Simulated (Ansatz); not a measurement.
# MnSb: energy against the spiral's wave vector (computed with Ansatz 0.2.0)

Space group P6_3/mmc (No. 194), 4 atoms in the cell of the first input below: a = 4.130 Å, b = 4.130 Å, c = 5.800 Å, α = 90.00°, β = 90.00°, γ = 120.00°.

The structure is a measured one, not always of the ambient phase, taken without relaxation (pressure -2.8 GPa with this functional, without spin–orbit coupling). Functional: PBE.

Each state is solved self-consistently from atoms in the crystal's own cell, by the generalised Bloch theorem and without spin–orbit coupling. One of the inputs (q = (0.500, 0.000, 0.000)); the others differ in the wave vector alone:

```yaml
crystal:
  lattice:
    - [4.1299975144, 0.0, 0.0]
    - [-2.0649987572, 3.576682765, 0.0]
    - [0.0, 0.0, 5.7999994997]
  atoms:
    - { symbol: Mn, position: [0.0, 0.0, 0.0], spin: 3.77, spin_axis: [1.0, 0.0, 0.0] }
    - { symbol: Mn, position: [0.0, 0.0, 0.5], spin: 3.77, spin_axis: [1.0, 0.0, 0.0] }
    - { symbol: Sb, position: [0.3333333333, 0.6666666667, 0.25] }
    - { symbol: Sb, position: [0.6666666667, 0.3333333333, 0.75] }
basis:
  ecutwfc: 420
  ecutrho_ratio: 4
kpoints:
  mp_grid: { grid: [10, 10, 6] }
hamiltonian:
  xc: pbe
scf:
  occupations: { method: gaussian, width: 0.05 }
output:
  forces: true
  stress: false
  eigenvalues: true
  populations: true
magnetization:
  noncollinear: true
  spin_orbit: false
  spin_spiral: { q: [0.5, 0.0, 0.0] }
```

```bash
ansatz run input.yaml --threads 4 --pin off --max-ram 9216MiB --backend cpu --events-out ev --progress --plain --runs-dir out
```

Time: 94 s on 4 threads of Arm Neoverse V2, on a shared host, peak memory 1.6 GiB.

**Question.** Rank these by energy, lowest first (extrapolated to zero smearing, counted from the spiral at q = 0, meV per cell).
A. q = (0.000, 0.000, 0.000)
B. q = (0.167, 0.167, 0.000)
C. q = (0.333, 0.333, 0.000)
D. q = (0.125, 0.000, 0.000)
E. q = (0.000, 0.000, 0.500)
F. q = (0.000, 0.000, 0.250)
G. q = (0.375, 0.000, 0.000)
H. q = (0.250, 0.000, 0.000)
I. q = (0.500, 0.000, 0.000)

**Answer.** A (0.00), D (47.02), F (47.66), E (125.17), H (126.97), B (151.60), G (171.59), I (183.67), C (197.72).

| order | meV per cell | largest spin moment, Gaussian weights (μB) |
| --- | --- | --- |
| q = (0.000, 0.000, 0.000) | 0.00 | 3.17 |
| q = (0.500, 0.000, 0.000) | 183.67 | 3.00 |
| q = (0.333, 0.333, 0.000) | 197.72 | 3.00 |
| q = (0.000, 0.000, 0.500) | 125.17 | 3.09 |
| q = (0.250, 0.000, 0.000) | 126.97 | 3.07 |
| q = (0.167, 0.167, 0.000) | 151.60 | 3.05 |
| q = (0.000, 0.000, 0.250) | 47.66 | 3.15 |
| q = (0.125, 0.000, 0.000) | 47.02 | 3.14 |
| q = (0.375, 0.000, 0.000) | 171.59 | 3.01 |

The spin moment changes by 6 % over these states, which a model of rigid moments leaves out. Differences under a few meV may lie within the mesh error, so those places of the ranking aren't settled.

Caveats: each run may end in a state that is not the lowest; only the orders listed are compared, and the order found in nature may be another, or none; the ferromagnetic state is metallic at this level, and the k-mesh was not tested.

Ferromagnetic alignment is lowest among the computed states, in keeping with MnSb's known ferromagnetism, and the energy rises with wave vector along each of the three directions sampled. The likely origin is Mn 3d–Sb 5p hybridisation in a metal: twisting neighbouring moments mixes majority and minority states and weakens the band-energy gain from parallel alignment.

The moment broadly shrinks as the energy rises, from 3.17 to 3.00 μB, which suggests some itinerant character on top of a robust local moment. The nearly degenerate spirals at (0.125, 0, 0) and (0, 0, 0.250) slightly reverse this order, and the two highest states have equal moments.

Within the basal plane, the energy climbs steeply at small q and flattens towards (0.500, 0, 0), more so than nearest-neighbour in-plane exchange alone would give. Longer-ranged or interlayer couplings probably contribute, alongside the softening of the moment. Because the cell holds two Mn layers, the spirals along c stop short of antiparallel adjacent layers, so the full cost of reversing the interlayer alignment remains undetermined.
